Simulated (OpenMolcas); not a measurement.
## A ladder of methods for SnH3O2 (SMILES [OH][SnH][OH])

SnH3O2 has 6 atoms, charge 0, and is taken as a doublet. SMILES: `[OH][SnH][OH]`. Geometry: relaxed at PBE0-D4/def2-TZVP. This is one conformer, not always the lowest.

```xyz
6

O    -1.2483   -0.6847   -0.2334
Sn    0.4170    0.3025   -0.6396
O     1.4139   -0.0383    1.0167
H    -1.8520   -0.7834   -0.9736
H     0.1286    2.0261   -0.6243
H     1.1827   -0.8860    1.4081
```

Each level gives the dipole moment (D). The values are calculated.

```json
{"level": "U-revPBE/def2-SVPD (core potential)", "kind": "GGA", "program": "OpenMolcas", "value (D)": "2.27", "CPU time": "56 s"}
{"level": "UPBE/def2-SVPD (core potential)", "kind": "GGA", "program": "OpenMolcas", "value (D)": "2.26", "CPU time": "55 s"}
{"level": "U-r2SCAN/def2-SVPD (core potential)", "kind": "meta-GGA", "program": "OpenMolcas", "value (D)": "2.39", "CPU time": "54 s"}
{"level": "UTPSS/def2-SVPD (core potential)", "kind": "meta-GGA", "program": "OpenMolcas", "value (D)": "2.28", "CPU time": "63 s"}
{"level": "UB3LYP/def2-SVPD (core potential)", "kind": "global hybrid", "program": "OpenMolcas", "value (D)": "2.51", "CPU time": "47 s"}
{"level": "UBHLYP/def2-SVPD (core potential)", "kind": "global hybrid", "program": "OpenMolcas", "value (D)": "2.77", "CPU time": "41 s"}
{"level": "UM06-2X/def2-SVPD (core potential)", "kind": "hybrid meta-GGA", "program": "OpenMolcas", "value (D)": "2.75", "CPU time": "50 s"}
{"level": "UPBE0/def2-SVPD (core potential)", "kind": "global hybrid", "program": "OpenMolcas", "value (D)": "2.51", "CPU time": "41 s"}
```

The values span 2.26 to 2.77 D. Magnitudes only. Times are those of the runs behind each value, whatever else they computed, on shared processors of several kinds: orders of magnitude only.

The dipole moment is clearly sensitive to the functional. The two GGAs lie at the bottom, the global hybrids B3LYP and PBE0 agree at 2.51 D, and BHLYP and M06-2X, with their large shares of exact exchange, reach 2.77 and 2.75 D. Because the geometry is common to all rows, the spread reflects the electron density and not structural relaxation.

The moment itself stems from strongly polar Sn–O and O–H bonds, whose contributions do not cancel in the pyramidal arrangement around tin, together with the lopsided density of the odd electron expected in a tin-centred radical. Exact exchange probably raises the moment by holding more charge on oxygen. It is not the only factor, however: r2SCAN, which has none, gives 2.39 D against 2.28 D for TPSS, and M06-2X falls marginally below BHLYP despite its slightly larger share. Without a correlated wavefunction or experimental reference, the agreement between B3LYP and PBE0 shows consistency, not accuracy.
